\section*{Stochastic resolution of identity for MP2: bias, variance and correlated sampling}

Stochastic resolution of identity (sRI) replaces the sum over auxiliary functions in RI-MP2 by an average over random sign vectors. The application to MP2 is due to Takeshita, de Jong, Neuhauser, Baer and Rabani (2017). This page derives when the estimate is unbiased, how its noise scales, and what happens to the noise in a small energy difference.

\subsection*{1. Premises and conventions}

(P1) Closed-shell Hartree--Fock reference with real canonical orbitals, occupied $i,j$, virtual $a,b$, chemists' notation, and a gap, so that $\Delta_{ijab}=\epsilon_a+\epsilon_b-\epsilon_i-\epsilon_j>0$. The MP2 correlation energy is
\begin{equation}
E=-\sum_{ijab}\frac{(ia|jb)\,[\,2(ia|jb)-(ib|ja)\,]}{\Delta_{ijab}}=E_{\rm dir}+E_{\rm ex}.
\label{mp2}
\end{equation}
(P2) The integrals are those of RI in the Coulomb metric $V_{PQ}=(P|Q)$:
\begin{equation}
(ia|jb)=\sum_P B^P_{ia}B^P_{jb},\qquad B^P_{ia}=\sum_Q (ia|Q)\,(V^{-1/2})_{QP},
\end{equation}
with the symmetric root. ``Bias'' on this page means a shift from this deterministic RI-MP2 energy. The fitting error of RI is separate and is untouched by sampling.

(P3) A random vector $\theta$ has independent components $\theta_P=\pm1$ with equal probability. Different vectors are independent. Brackets denote the average over signs, and $\|z\|=\langle z^2\rangle^{1/2}$.

\subsection*{2. Moments of the signs}

A product of signs averages to one if every index occurs an even number of times and to zero otherwise. Hence $\langle\theta_P\theta_Q\rangle=\delta_{PQ}$. Four indices must match in pairs. The three pairings count the case $P=Q=R=S$ three times, while its true value is one, so
\begin{equation}
\langle\theta_P\theta_Q\theta_R\theta_S\rangle=\delta_{PQ}\delta_{RS}+\delta_{PR}\delta_{QS}+\delta_{PS}\delta_{QR}-2\delta_{PQ}\delta_{QR}\delta_{RS}.
\label{m4}
\end{equation}
Contracting \eqref{m4} with a vector $y$ four times, or with a symmetric matrix $S$ twice, gives
\begin{equation}
\langle(\theta\cdot y)^4\rangle=3|y|^4-2\sum_P y_P^4,\qquad
{\rm Var}(\theta^TS\theta)=2\,{\rm tr}S^2-2\sum_P S_{PP}^2 .
\label{cons}
\end{equation}
We also need a bound for the bilinear form $z=\theta^TC\theta'$ with any real $C$. At fixed $\theta'$ the first relation gives $\langle z^4\rangle_\theta\le3|C\theta'|^4$. The second, with $S=C^TC$, gives $\langle|C\theta'|^4\rangle\le({\rm tr}S)^2+2\,{\rm tr}S^2\le3({\rm tr}S)^2$, because $S$ is positive semidefinite. With $\|C\|_F^2={\rm tr}\,C^TC$,
\begin{equation}
\langle z^2\rangle=\|C\|_F^2,\qquad \langle z^4\rangle\le 9\,\|C\|_F^4 .
\label{lem}
\end{equation}

\subsection*{3. The unbiased estimator}

Define $R_{ia}=\sum_PB^P_{ia}\theta_P$. Then
\begin{equation}
\langle R_{ia}R_{jb}\rangle=\sum_{PQ}B^P_{ia}B^Q_{jb}\,\delta_{PQ}=(ia|jb).
\end{equation}
Each term of \eqref{mp2} is a product of two integrals. Sample the first with $\theta$ and the second with an independent $\theta'$:
\begin{equation}
e(\theta,\theta')=-\sum_{ijab}\frac{R_{ia}R_{jb}\,[\,2R'_{ia}R'_{jb}-R'_{ib}R'_{ja}\,]}{\Delta_{ijab}} .
\end{equation}
Independence factorises the average into two second moments, so $\langle e\rangle=E$. Relabelling $a\leftrightarrow b$ shows $e(\theta,\theta')=e(\theta',\theta)$.

The denominator is separated by $1/\Delta=\int_0^\infty e^{-\Delta t}dt$, valid by P1. Put $\tilde B^P_{ia}=B^P_{ia}e^{-(\epsilon_a-\epsilon_i)t/2}$, and likewise $\tilde R_{ia}$. In both terms each of the four orbital energies occurs in two factors, so the weights multiply to $e^{-\Delta_{ijab}t}$ and
\begin{equation}
e=-\int_0^\infty\!dt\,\bigl[\,2x^2-{\rm tr}\,G^2\,\bigr],\quad
x=\sum_{ia}\tilde R_{ia}\tilde R'_{ia}=\theta^TA\theta',\quad
G_{ij}=\sum_a\tilde R_{ia}\tilde R'_{ja},
\label{lap}
\end{equation}
with $A_{PQ}(t)=\sum_{ia}\tilde B^P_{ia}\tilde B^Q_{ia}$ symmetric and positive semidefinite, and $E_{\rm dir}=-2\int{\rm tr}A^2dt$. Per pair of vectors and quadrature point, $x$ costs $N_{\rm occ}N_{\rm vir}$ operations and $G$ costs $N_{\rm occ}^2N_{\rm vir}$. Forming $V^{-1/2}$ and each $R$ is at most cubic too, so the method is cubic in size at a fixed number of vectors.

Three unbiased ways to use many vectors are: the paired mean $N_s^{-1}\sum_\xi e(\theta^\xi,\theta'^\xi)$; the all-pairs mean $N_s^{-2}\sum_{\xi\eta}e(\theta^\xi,\theta'^\eta)$ over two sets; and the mean over $\xi\ne\eta$ within one set. The requirement is that the two vectors in every product be independent.

\subsection*{4. Bias from a shared set}

Suppose both integrals are replaced by $I_{iajb}=N_s^{-1}\sum_\xi R^\xi_{ia}R^\xi_{jb}$ from one set. The energy becomes $N_s^{-2}\sum_{\xi\eta}e(\theta^\xi,\theta^\eta)$. The $N_s(N_s-1)$ terms with $\xi\neq\eta$ average to $E$, the $N_s$ diagonal terms do not:
\begin{equation}
\langle E_{\rm sh}\rangle-E=\frac{\langle e(\theta,\theta)\rangle-E}{N_s}.
\end{equation}
Apply \eqref{m4} to $e(\theta,\theta)$, with $P,Q$ on $R_{ia},R_{jb}$ and $R,S$ on the factors in the bracket. The first pairing returns $E$. In the direct term the second pairing gives $(ia|ia)(jb|jb)$ and the third $(ia|jb)^2$. In the exchange term they give $(ia|ib)(jb|ja)$ and $(ia|ja)(jb|ib)$. Therefore
\begin{equation}
\langle E_{\rm sh}\rangle-E=-\frac{1}{N_s}\bigl[\,2D+|E_{\rm dir}|-X-Y-2M\,\bigr],
\label{bias}
\end{equation}
\begin{equation}
D=\sum_{ijab}\frac{(ia|ia)(jb|jb)}{\Delta_{ijab}},\quad
X=\sum_{ijab}\frac{(ia|ib)(ja|jb)}{\Delta_{ijab}},\quad
Y=\sum_{ijab}\frac{(ia|ja)(ib|jb)}{\Delta_{ijab}},
\end{equation}
and $M=\sum_P\sum_{ijab}B^P_{ia}B^P_{jb}(2B^P_{ia}B^P_{jb}-B^P_{ib}B^P_{ja})/\Delta_{ijab}$.

\emph{Sign.} Write $I=(ia|jb)+u$ for the direct and $(ib|ja)+v$ for the exchanged integral, with $\langle u\rangle=\langle v\rangle=0$. The bias is $-\sum\langle2u^2-uv\rangle/\Delta$. The swap $a\leftrightarrow b$ interchanges $u$ and $v$ and keeps $\Delta$, so the summand may be written $u^2+v^2-uv\ge0$. A shared set never raises the mean energy.

\emph{Size.} $D=\int({\rm tr}A)^2dt$ contains no coupling between the pairs $ia$ and $jb$: it is the square of an extensive quantity. The bias therefore grows as $N_e^2/N_s$ with the electron number $N_e$, and the bias per electron as $N_e/N_s$. If the same vector is put into both slots of the paired mean, every term is diagonal and the bias does not fall with $N_s$ at all.

\subsection*{5. Variance}

\emph{Direct term, one Laplace point.} At fixed $\theta'$ use \eqref{cons} with $y=A\theta'$. The remaining averages are $\langle|A\theta'|^4\rangle=({\rm tr}A^2)^2+2\,{\rm tr}A^4-2\sum_P[(A^2)_{PP}]^2$ and $\langle y_P^4\rangle=3[(A^2)_{PP}]^2-2\sum_QA_{PQ}^4$. Subtracting $\langle x^2\rangle^2=({\rm tr}A^2)^2$,
\begin{equation}
{\rm Var}(x^2)=2({\rm tr}A^2)^2+6\,{\rm tr}A^4-12\sum_P[(A^2)_{PP}]^2+4\sum_{PQ}A_{PQ}^4 .
\label{var}
\end{equation}
For a one-dimensional $A$ this vanishes, as it must since $\theta^2=1$.

\emph{Upper bound.} From \eqref{lem}, ${\rm Var}(x^2)\le8({\rm tr}A^2)^2$. The triangle inequality for $\|\cdot\|$, applied under the $t$ integral, gives $\sigma_{\rm dir}\le\sqrt8\,|E_{\rm dir}|$; it holds equally for a quadrature with positive weights. For exchange, $|{\rm tr}G^2|\le\sum_{ij}G_{ij}^2$ by Cauchy--Schwarz. Each $G_{ij}=\theta^TC^{ij}\theta'$ with $C^{ij}_{PQ}=\sum_a\tilde B^P_{ia}\tilde B^Q_{ja}$, so \eqref{lem} gives $\|G_{ij}^2\|\le3\|C^{ij}\|_F^2$. Summing over $P,Q$ first, $\sum_{ij}\|C^{ij}\|_F^2=\sum_{ijab}(ia|ib)(ja|jb)e^{-\Delta t}$, whose integral is $X$. A standard deviation cannot exceed the norm $\|\cdot\|$, and the $N_s$ terms of the paired mean are independent, so its standard error obeys
\begin{equation}
\frac{{\rm SE}}{N_e}=\frac{\sigma}{N_e\sqrt{N_s}}\le\frac{1}{\sqrt{N_s}}\;\frac{\sqrt8\,|E_{\rm dir}|+3X}{N_e}.
\label{bound}
\end{equation}

\emph{Where locality enters.} (P4) The system is local in this sense: $E_{\rm dir}$ and $\int{\rm tr}A\,dt$ are extensive, and the largest eigenvalues of $A(t)$ and of $K_{ab}(t)=\sum_{iP}\tilde B^P_{ia}\tilde B^P_{ib}$ stay bounded as the system grows. This is exact for non-interacting copies of a molecule, and it is what one expects of a gapped system with localised orbitals. Since $X=\int{\rm tr}K^2dt$, ${\rm tr}K^2\le\lambda_{\max}(K)\,{\rm tr}K$ and ${\rm tr}K={\rm tr}A$, $X$ is at most extensive. The right side of \eqref{bound} is then bounded independently of size.

\emph{The noise per electron does not fall either.} In \eqref{var}, $\sum A_{PQ}^4\le\sum_P[(A^2)_{PP}]^2\le{\rm tr}A^4\le\lambda_{\max}(A)^2\,{\rm tr}A^2$, so under P4 the last three terms are $O(N_e)$ while the first is $O(N_e^2)$. The relative standard deviation of $x^2$ tends to $\sqrt2$, that of a squared Gaussian variable. For $n$ non-interacting copies $x=\sum_kx_k$, and $x^2$ contains $n(n-1)$ products $x_kx_l$ of zero mean and finite variance: noise that couples molecules which do not interact. The exchange term has none, since $G$ is then block diagonal and ${\rm tr}G^2$ is a sum of independent terms with variance $O(N_e)$.

\emph{All pairs.} Decompose (Hoeffding, 1948) $e=E+g(\theta)+g(\theta')+h(\theta,\theta')$ with $g(\theta)=\langle e\rangle_{\theta'}-E$. By construction $h$ averages to zero over either argument, so the pieces are uncorrelated and $\sigma^2=2\sigma_g^2+\sigma_h^2$. In the all-pairs mean each $g$ is averaged over $N_s$ independent values and $h$ over $N_s^2$ uncorrelated ones. In the one-set mean each $g(\theta^\xi)$ has weight $2/N_s$, and $h$ runs over $N_s(N_s-1)/2$ distinct pairs:
\begin{equation}
{\rm SE}^2_{\rm all}=\frac{2\sigma_g^2}{N_s}+\frac{\sigma_h^2}{N_s^2},\qquad
{\rm SE}^2_{\xi\ne\eta}=\frac{4\sigma_g^2}{N_s}+\frac{2\sigma_h^2}{N_s(N_s-1)} .
\label{all}
\end{equation}
For $x^2$, $g=\theta^TA^2\theta-{\rm tr}A^2$ has variance at most $2\,{\rm tr}A^4=O(N_e)$ by \eqref{cons}. The $O(N_e^2)$ noise sits in $h$ and is divided by $N_s^2$, at the price of $N_s^2$ evaluations of \eqref{lap}.

\subsection*{6. Binding energies and correlated sampling}

The MP2 part of the interaction energy is $E_{\rm int}=E_{AB}-E_A-E_B$; the Hartree--Fock part is deterministic. Any difference of unbiased estimators is unbiased, whatever vectors the three calculations share, so sharing \emph{between} calculations is free while sharing \emph{within} a product is not. $A$ and ${\rm tr}G^2$ do not depend on orbital phases or on rotations among degenerate orbitals, so only the auxiliary labels must match. Consider the direct term at one Laplace point, for two identical, weakly coupled, large monomers, with $s^2={\rm tr}A_A^2={\rm tr}A_B^2$.

\emph{Scheme I, independent vectors.} The leading term of \eqref{var} gives $2(2s^2)^2+2s^4+2s^4=12s^4$.

\emph{Scheme II, common vectors.} All three systems use the dimer orbital and auxiliary bases (counterpoise), hence one $V^{-1/2}$ and one pair $\theta,\theta'$. Write $A_{AB}=A_A+A_B+\delta A$, where $\delta A$ collects orbital relaxation and overlap effects. Then
\begin{equation}
x_{AB}^2-x_A^2-x_B^2=2x_Ax_B+\delta x\,(2x_A+2x_B+\delta x).
\end{equation}
The mean of the first term, $2\,{\rm tr}A_AA_B$, gives the dispersion energy and falls as $R^{-6}$ with the separation $R$. Its variance tends to $4s^4$, because $x_A$ and $x_B$ become independent. The standard deviation drops only by $\sqrt{12/4}=1.73$ and stays of the size of a monomer correlation energy at any distance.

\emph{Scheme III, common vectors with a control variate.} Let $x^0_A=\theta^TA^0_A\theta'$ come from monomer $A$ in its own bases, using the signs of the auxiliary functions on $A$, and likewise $x^0_B$. They depend on disjoint signs and have zero mean, so $\langle x^0_Ax^0_B\rangle=0$ exactly, and
\begin{equation}
d_{\rm III}=e_{AB}-e_A-e_B+4\int_0^\infty x^0_Ax^0_B\,dt
\end{equation}
is unbiased. The added term is the spurious coupling that an infinitely separated dimer shows with the same signs. With $H_A=A_A-A^0_A$ and $\eta_A=\theta^TH_A\theta'$, one has $x_Ax_B-x^0_Ax^0_B=\eta_Ax_B+x^0_A\eta_B$. Cauchy--Schwarz and \eqref{lem} give $\|z_1z_2\|\le3\|C_1\|_F\|C_2\|_F$, so the direct integrand $x_{AB}^2-x_A^2-x_B^2-2x^0_Ax^0_B$ has norm at most
\begin{equation}
6\|H_A\|_F\|A_B\|_F+6\|A^0_A\|_F\|H_B\|_F+3\|\delta A\|_F\|2A_A+2A_B+\delta A\|_F .
\end{equation}
Every term now carries a factor that vanishes as $R\to\infty$. The exchange difference vanishes when $G_{AB}$ is the direct sum of $G_A$ and $G_B$, and is first order in the departure from that form. The noise is thus first order in the intermolecular coupling while the dispersion signal is second order. $H$ cannot fall faster than $R^{-3}$, since $B_{ia}\cdot B_{jb}$ must equal the dipole--dipole integral between the monomers. It can fall as slowly as $R^{-1}$, since the intermolecular block of $V$ couples auxiliary functions that carry charge. The relative noise grows with $R$ in either case.

\subsection*{7. Range of validity}

Unbiasedness and \eqref{bias} need P1--P3 only; \eqref{bound} also needs positive quadrature weights; size independence needs P4, which fails for the direct term as the gap of an extended system closes. RI and quadrature errors, basis incompleteness and the limits of MP2 itself add to the statistical error. The argument uses that \eqref{mp2} is bilinear in the integrals. Where sampled integrals enter a nonlinear step, such as iterated amplitude equations, a bias of order $1/N_s$ generally remains. The distribution of $x^2$ is skewed, so a standard error reads as a Gaussian interval only for large $N_s$. The $N_s^2$ terms of the all-pairs mean are correlated: estimate its error by resampling whole vectors. The Gaussian ratios of Section 6 need many auxiliary directions to contribute. Scheme III needs rigid monomers with parallel local axes in dimer and reference, and the same type of root of $V$.

\subsection*{8. Illustration: face-to-face ethylene dimer}

We take a Pariser--Parr--Pople $\pi$ model with zero differential overlap (ZDO), small enough for exact averages. Carbon sites 1, 2 form monomer $A$; sites 3, 4 lie directly above them. Inputs, all typical values: bond length $r=1.34$~\AA, resonance integral $\beta=-2.4$~eV, on-site repulsion $U=11.13$~eV, and the Ohno form $\gamma(\rho)=k/\sqrt{\rho^2+(k/U)^2}$ with $k=e^2/4\pi\epsilon_0=14.40$~eV\,\AA. We choose $R=3.5$~\AA\ and no intermolecular resonance. Then $\gamma_r=7.731$, $\gamma_R=3.859$ and, across the diagonal $\sqrt{r^2+R^2}$, $\gamma_d=3.632$~eV. Unrounded values are carried below.

Under ZDO, $(pq|rs)=\sum_{\mu\nu}c_{p\mu}c_{q\mu}\gamma_{\mu\nu}c_{r\nu}c_{s\nu}$, so RI is exact with four auxiliary functions and $B=\gamma^{1/2}d$, where $d$ is the vector of site transition charges. All sites are neutral, so the monomers do not perturb each other's Fock matrix and $\delta A=0$. The off-diagonal Fock element is $\beta-\gamma_r/2$, which gives the gap $\omega=2|\beta|+\gamma_r=12.53$~eV and one denominator $2\omega$. Only the two local $\pi\to\pi^*$ densities survive, $d_A=(1,-1,0,0)/2$ and $d_B=(0,0,1,-1)/2$, with
\begin{equation}
K_0=d_A^T\gamma d_A=\frac{U-\gamma_r}{2}=1.700~{\rm eV},\qquad
J=d_A^T\gamma d_B=\frac{\gamma_R-\gamma_d}{2}=0.1135~{\rm eV}.
\end{equation}
The vectors $d_A\pm d_B$ are eigenvectors of $\gamma$ with eigenvalues $\lambda_\pm=2(K_0\pm J)$. Hence $B_A=(p,-p,q,-q)$ and $B_B=(q,-q,p,-p)$, with $p,q=(\sqrt{\lambda_+}\pm\sqrt{\lambda_-})/4$, that is $p=0.921$ and $q=0.0308$~eV$^{1/2}$, and $K_0=2(p^2+q^2)$, $J=4pq$. With $\mu=\theta_1-\theta_2$ and $\nu=\theta_3-\theta_4$,
\begin{equation}
R_A=p\mu+q\nu,\qquad R_B=q\mu+p\nu,\qquad \langle\mu^2\rangle=2,\quad\langle\mu^4\rangle=8 .
\end{equation}
Exchange needs all four orbitals on one monomer. With $x_A=R_AR_A'$ and $x_B=R_BR_B'$ (no Laplace weight is needed),
\begin{equation}
e_{AB}=-\frac{x_A^2+x_B^2+4x_Ax_B}{2\omega},\qquad e_A=-\frac{x_A^2}{2\omega}.
\end{equation}
The means give $E_A=-K_0^2/2\omega=-115$~meV and $E_{\rm int}=-2J^2/\omega=-2.06$~meV.

Equation \eqref{m4} supplies the moments
\begin{equation}
\langle R_A^4\rangle=2K_0^2+\tfrac12J^2,\qquad
\langle R_A^2R_B^2\rangle=K_0^2+\tfrac32J^2,\qquad
\langle R_A^3R_B\rangle=\tfrac52K_0J .
\end{equation}
For the isolated monomers set $J=0$: $r_A=p_0\mu$, $r_B=p_0\nu$, $p_0^2=K_0/2$, and $\langle R_AR_Br_Ar_B\rangle=4p_0^2(p^2+q^2)=K_0^2$. Every average over $(\theta,\theta')$ is the square of such a moment. In scheme I the squared numerator of $e_{AB}$ averages to $2\langle R_A^4\rangle^2+18\langle R_A^2R_B^2\rangle^2+16\langle R_A^3R_B\rangle^2$, its mean is $2K_0^2+4J^2$, and each monomer in its own basis adds $4K_0^4-K_0^4$. Scheme II samples $4x_Ax_B$, scheme III $4x_Ax_B-4x^0_Ax^0_B$, both with mean $4J^2$. The results are
\begin{align}
(2\omega\sigma_{\rm I})^2&=28K_0^4+142K_0^2J^2+25J^4,\\
(2\omega\sigma_{\rm II})^2&=16K_0^4+48K_0^2J^2+20J^4,\\
(2\omega\sigma_{\rm III})^2&=48K_0^2J^2+20J^4 .
\end{align}
For all pairs, averaging over $\theta'$ leaves $4JR_AR_B$ in II and III, so $(2\omega\sigma_g)^2=16J^2(K_0^2+J^2/2)$. In I it leaves $K_0(R_A^2+R_B^2)+4JR_AR_B$ for the dimer and $K_0r_A^2$, $K_0r_B^2$ for the monomers, with total variance $4K_0^4+44K_0^2J^2+8J^4$. Then $\sigma_h^2=\sigma^2-2\sigma_g^2$ enters \eqref{all}.

For a shared set, ${\rm Var}(R_A^2)={\rm Var}(R_AR_B)=K_0^2+J^2/2$, so the dimer bias is $-3(K_0^2+J^2/2)/\omega N_s$. Equation \eqref{bias} agrees: in units of $1/2\omega$, $2D=8K_0^2$, $|E_{\rm dir}|=4K_0^2+4J^2$, $X=Y=2K_0^2$, $M=K_0^2+J^2/2$. The bias of $E_{\rm int}$ is $-(2K_0^2+3J^2/2)/\omega N_s$ in I, $-(2K_0^2+J^2)/\omega N_s$ in II and $-J^2/\omega N_s$ in III, where the control variate built from the same shared set removes the $K_0^2$ part.

\begin{center}
\begin{tabular}{lccc}
\hline
 & I & II & III\\
\hline
$\sigma$ per pair (meV) & 617 & 464 & 53.4\\
paired SE, $N_s=1000$ (meV) & 19.5 & 14.7 & 1.69\\
all-pairs SE, $N_s=1000$ (meV) & 10.6 & 1.45 & 1.38\\
paired $N_s$ for SE $=0.1|E_{\rm int}|$ & $9.0\times10^6$ & $5.1\times10^6$ & $6.7\times10^4$\\
shared-set bias, $N_s=1000$ (meV) & $-0.46$ & $-0.46$ & $-0.0010$\\
\hline
\end{tabular}
\end{center}

Common vectors alone gain a factor of 1.33 in $\sigma$, below the Gaussian-limit value because only two auxiliary directions contribute and exchange is included. The control variate removes the $K_0^4$ term and leaves noise of order $K_0J/\omega$ against a signal of order $J^2/\omega$; here symmetry keeps the leak $q$ of order $R^{-3}$. All-pairs averaging suppresses the same term by a further $1/N_s$. In scheme II the shared-set bias is 22\% of the signal at $N_s=1000$ and equals it at $N_s=K_0^2/J^2+1/2\approx225$, always towards stronger binding.

The model value is not the binding energy of the real dimer. It omits the dispersion of the $\sigma$ electrons and, through ZDO, the exchange repulsion; at this separation each is typically several tens of meV or more, far above the term kept. The model therefore underestimates the magnitudes of both the intermolecular and the monomer correlation energy by a large factor, well over ten. The real dimer also prefers a crossed $D_{2d}$ arrangement with perpendicular C=C axes, where the four intermolecular C--C distances are equal and $J$ vanishes. What carries over to an all-electron calculation is the structure of the noise: monomer correlation energy for schemes I and II, first-order coupling for scheme III.